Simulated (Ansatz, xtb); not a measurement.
## C3H12B2NP: which of two isomers lies lower

We compare X, `CCB(C)PBN`, a singlet, with Y, `BPB(N)CCC`, a singlet. Both are isolated molecules in the gas phase, relaxed with PBE-D3(BJ)/def2-SVP; each stands in its lowest conformer found.

Task: Estimate E(Y) − E(X) at the level CCSD(T)/def2-SVP + ΔMP2/def2-TZVPP.

Result: Calculated at CCSD(T)/def2-SVP + ΔMP2/def2-TZVPP: E(Y) − E(X) = +0.434 eV, so structure X lies lower.

The same difference at several levels:

| level | geometry | E(Y) − E(X) (eV) | departure from the last row (eV) | job, with rough time for the two |
| --- | --- | --- | --- | --- |
| GFN2-xTB | GFN2-xTB | −0.163 | −0.598 | optimisation, 0.54 s |
| HF/STO-3G | GFN2-xTB | +0.439 | +0.005 | single point, 0.44 s |
| r2SCAN-D4/def2-SVP | GFN2-xTB | +0.492 | +0.058 | single point, 4.7 s |
| PBE-D3(BJ)/def2-SVP | PBE-D3(BJ)/def2-SVP | +0.451 | +0.016 | optimisation, 62 s |
| HF/def2-SVP | PBE-D3(BJ)/def2-SVP | +0.487 | +0.052 | part of the CCSD(T) run |
| MP2/def2-SVP | PBE-D3(BJ)/def2-SVP | +0.419 | −0.015 | part of the CCSD(T) run |
| CCSD(T)/def2-SVP | PBE-D3(BJ)/def2-SVP | +0.398 | −0.036 | single point |
| CCSD(T)/def2-SVP + ΔMP2/def2-TZVPP | PBE-D3(BJ)/def2-SVP | +0.434 |  | single point, 2 min |

As drawn, Y has 1 C–C, 1 B–H in place of 1 C–B, 1 C–H.

GFN2-xTB puts the two in the other order. The largest departure from CCSD(T)/def2-SVP + ΔMP2/def2-TZVPP is that of GFN2-xTB, 0.598 eV. The last row adds to CCSD(T) the change of the MP2 difference between the two basis sets, here +0.036 eV.

With thermal terms from frequencies at re-optimised GFN2-xTB minima (ideal gas, soft modes damped towards free rotors, one conformer each, 298.15 K, 1 atm): on the last row, ΔE + ΔZPE = +0.431, ΔH = +0.418, ΔG = +0.455 eV.

The correlated steps freeze 11 core orbitals. Programs: Ansatz 0.2.0, xtb 6.7.1; the last row on 4 threads of Arm Neoverse V1 on a shared host.

X lies below Y at every level except GFN2-xTB, and the thermal terms leave that order intact. Hartree–Fock already gives the preference, so it does not originate in electron correlation, which in the def2-SVP basis slightly favours Y. The bond exchange points the same way: a C–B and a C–H bond are together stronger than the C–C and B–H bonds that replace them. Placement probably adds to this. In X both alkyl groups sit on the boron without an amino group, where hyperconjugation into the empty p orbital counts most; in Y the propyl group is on a boron already supplied by nitrogen, leaving a bare BH2 end that must rely on the weaker π donation from phosphorus. The GFN2-xTB reversal stems from its energy function rather than its geometries, since r2SCAN-D4 and HF/STO-3G on those same structures restore the order; an imbalance in its description of boron bonding is likely. The ordering says nothing about resistance to oligomerisation, to which the exposed BH2 group of Y should be especially prone.
